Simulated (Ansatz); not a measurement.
## BH2Cl (SMILES [H]B([H])Cl): the vertical energy of the triplet above the singlet, rung by rung

BH2Cl has 4 atoms, charge 0, and is taken as a singlet. As SMILES, `[H]B([H])Cl`. Geometry: relaxed at GFN2-xTB.

Each level gives the vertical energy of the triplet above the singlet (eV). The values are calculated.

```
        level                    kind  program  value (eV)  less FCI/STO-3G  CPU time (all runs)
    HF/STO-3G            Hartree–Fock   Ansatz        6.32            +0.05               0.17 s
 SVWN5/STO-3G                     LDA   Ansatz        5.34            -0.93                1.2 s
revPBE/STO-3G                     GGA   Ansatz        5.37            -0.90                1.9 s
r2SCAN/STO-3G                meta-GGA   Ansatz        5.37            -0.90                4.9 s
 B3LYP/STO-3G           global hybrid   Ansatz        5.63            -0.64                  2 s
 BHLYP/STO-3G           global hybrid   Ansatz        5.98            -0.29                1.8 s
 wB97X/STO-3G  range-separated hybrid   Ansatz        5.94            -0.33                9.1 s
   MP2/STO-3G     perturbation theory   Ansatz        6.41            +0.14               0.18 s
CCSDTQ/STO-3G   coupled cluster or CI   Ansatz        6.27             0.00                 20 s
   FCI/STO-3G      exact in the basis   Ansatz        6.27             0.00               0.61 s
```

FCI/STO-3G is exact within its basis and frozen core, so for wave-function methods in that basis the difference is their error; functionals converge differently with the basis, so for them it is only a difference. The values span 5.34 to 6.41 eV. A triplet this far above the singlet is often a Rydberg-like or dissociative state; sets without diffuse functions put Rydberg states too high. All rows use very small basis sets, so even the best lies far from the true value. Times are those of the runs behind each value, whatever else they computed, on shared processors of several kinds: orders of magnitude only.

The large singlet–triplet gap fits a closed-shell borane whose occupied B–H bonding and chlorine lone-pair orbitals lie well below the formally empty boron p orbital. Donation from chlorine into that orbital pushes the acceptor level up further. Since a minimal basis has no room for a Rydberg orbital, the triplet computed here is necessarily a valence state, probably with one electron promoted into the boron-centred B–Cl π* orbital.

Hartree–Fock lies only 0.05 eV above FCI, so correlation nearly cancels between the two states. MP2 shifts the gap the wrong way, which suggests that second order favours the singlet's pair correlation too strongly. CCSDTQ matches FCI to the printed precision, leaving no visible role for higher excitations.

The semilocal functionals cluster together, and the gap rises through B3LYP to BHLYP, with wB97X close to the latter; this probably reflects the growing share of exact exchange. The vertical values don't show how far the triplet would relax, or whether it would keep its B–Cl bond.
